Problem. Estimate Δ₀, the spin-orbit splitting at the valence-band top at Γ, for Si, Ge and α-Sn from the Landé formula. Data: Z = 14, 32, 50; l = 1; outer charge z = 1; empirical inner charge Z_i ≈ Z − 4; approximate first ionisation energies I = 8.15, 7.90, 7.34 eV; E_h = 27.211 eV, Ry = 13.606 eV, α = 1/137.036. Measured Δ₀, compiled values: Si 0.044 eV (300 K, Ioffe Institute NSM archive), Ge 0.3 eV (Peralta 2006). Find (a) the bare estimates, (b) Si and α-Sn after scaling to Ge.

Solution, in margin notes (hartree atomic units in notes 1–2).

1. Operator. H_so = (α²/2)(1/r)(dV/dr) l·s, with V the electron's potential energy and the Thomas ½ included. l·s equals l/2 for j = l+½ and −(l+1)/2 for j = l−½, a difference l+½. For V = −Z/r, ⟨r⁻³⟩ = Z³/[n³ l(l+½)(l+1)], so ΔE = α²Z⁴/[2n³ l(l+1)].

2. Why Z⁴ splits in two. The integral comes from small r, where the binding energy is negligible: the shape of the wave depends on Z_i alone, and only its amplitude knows the rest of the orbit. In WKB the squared amplitude goes as 1/T, with radial period T = 2π/(dE/dn). Hydrogenic: dE/dn = Z²/n³. Penetrating orbit: E = −z²/(2ν²), and a constant quantum defect gives dE/dn = z²/ν³. Swapping this factor:
ΔE = α² Z_i² z² E_h/[2ν³ l(l+1)].
The ν⁻³ law of a Rydberg series is thus a normalisation effect.

3. Why an atomic formula applies at Γ. The three Γ₂₅′ states are p-like at each nucleus, so l·s splits them into Γ₈⁺ (j = 3/2, fourfold, upper) and Γ₇⁺ (j = 1/2, twofold). In α-Sn the s-like level lies below Γ₈⁺, but Δ₀ keeps this meaning.

4. Part (a). Prefactor α²E_h/4 = 0.3623 meV; ν³ = (Ry/I)^(3/2); ΔE = 0.3623 meV × Z_i²/ν³.
Si: Z_i = 10, ν = 1.29, ν³ = 2.157, ΔE = 16.8 meV
Ge: Z_i = 28, ν = 1.31, ν³ = 2.260, ΔE = 126 meV
Sn: Z_i = 46, ν = 1.36, ν³ = 2.524, ΔE = 304 meV
The third figure serves only the ratios.

5. "Grows as Z²" means (Z−4)² at fixed ν. From Si to Sn the apparent exponent is ln(304/16.8)/ln(50/14) = 2.3.

6. Against measurement. Measured/model is 44 meV/16.8 meV = 2.6 for Si and 300 meV/126 meV = 2.4 for Ge. The trend fares better: Ge/Si is 7.5 in the model, 6.8 measured.

7. The weak step is the amplitude. The outer potential −1/r + l(l+1)/(2r²) has its minimum at −E_h/4 = −6.80 eV, above −I for all three atoms. No classical motion exists there at these energies; the electron moves among its fellow valence electrons, and z²/ν³ is an extrapolation. The crystal changes the normalisation again. One factor f lumps both.

8. Part (b). Fit f = 2.4 to Ge, which then tests nothing. Si: 2.4 × 16.8 meV = 40 meV, an error of −9 %. That is inside the slack: Z_i = Z − 3 with f refitted gives 45 meV, and the single figure of 0.3 eV allows ±17 %. α-Sn: 2.4 × 0.304 eV = 0.7 eV.

9. Higher orders in αZ. In the Dirac–Coulomb spectrum n becomes n − |κ| + γ, with γ = √(κ² − x), x = (αZ_i)², |κ| = 2 for p3/2 and 1 for p1/2. Then ΔE = (z²/ν³)(γ₂ − γ₁ − 1)E_h, which tends to the Landé form as x → 0 and exceeds it by the factor H = 4(γ₂ − γ₁ − 1)/x = 1.00, 1.02, 1.05. Relative to Ge, Sn gains 3 %, which leaves 0.7 eV unchanged.

10. The model's α-Sn values are 0.30 eV bare and 0.7 eV scaled to Ge. A typical Δ₀ for α-Sn is roughly 0.8 eV, so the bare formula falls short by a factor of two to three, as for Si and Ge, and most of that shortfall is common to the group.